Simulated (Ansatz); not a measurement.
## Ligand exchange: Al(CH3)I2 + HOI → AlI3 + CH4O

Species: Al(CH3)I2, singlet; HOI (hypoiodous acid) `OI`, singlet; AlI3 (aluminum iodide) `[I][Al]([I])[I]`, singlet; CH4O (methanol) `CO`, singlet. The partners trade CH3 for I: Al–CH3 and O–I bonds give way to Al–I and O–CH3.

Shapes, held fixed at every level: PBE0-D4/def2-TZVP. Programs: Ansatz 0.2.0. Electronic energies: no zero-point or thermal term.

Problem. Estimate ΔE of this reaction.

Solution. The highest level, CCSD(T)/def2-TZVPP, gives ΔE = -191.2 kJ/mol; the levels span -223.3 to -186.3. The column of differences is taken from that level and isn't an error. No measured value is set beside it here. For atoms past krypton def2 sets carry core potentials with scalar relativity. Outer-core shells of I are correlated in most correlated rows, in sets that cover them unevenly.

| level | kind | ΔE (kJ/mol) | less CCSD(T)/def2-TZVPP |
| --- | --- | --- | --- |
| HF/def2-TZVPP | Hartree–Fock | -219.9 | -28.7 |
| r2SCAN-D4/def2-TZVPP | meta-GGA | -186.3 | +4.9 |
| PBE0-D4/def2-TZVPP | global hybrid | -193.7 | -2.5 |
| MP2/def2-SVP | perturbation theory | -223.3 | -32.1 |
| MP2/def2-TZVPP | perturbation theory | -203.0 | -11.8 |
| CCSD/def2-SVP | coupled cluster or CI | -221.2 | -30.0 |
| CCSD/def2-TZVPP | coupled cluster or CI | -195.3 | -4.1 |
| CCSD(T)/def2-TZVPP | coupled cluster or CI | -191.2 | 0.0 |

The exchange is strongly exothermic at every level, and it is more than a swap of ligands. Iodine bound to oxygen is formally positive and ends as iodide on aluminium, while the carbanion-like methyl group is oxidised to methanol. The main driving force is probably the replacement of a weak O–I bond, with lone pairs on both atoms, by a much stronger C–O bond; the change from Al–C to Al–I should matter less.

Hartree–Fock makes the reaction too favourable relative to CCSD(T), which suggests that correlation stabilises the reactants more than the products, plausibly through the O–I bond. Enlarging the basis shifts both MP2 and CCSD in the same direction, and for CCSD this shift far exceeds the effect of perturbative triples. The sign and broad size of the reaction energy are therefore secure, but the closeness of PBE0-D4 to CCSD(T) doesn't establish its accuracy, since a still larger basis could move the coupled-cluster value by more than the gap between them.
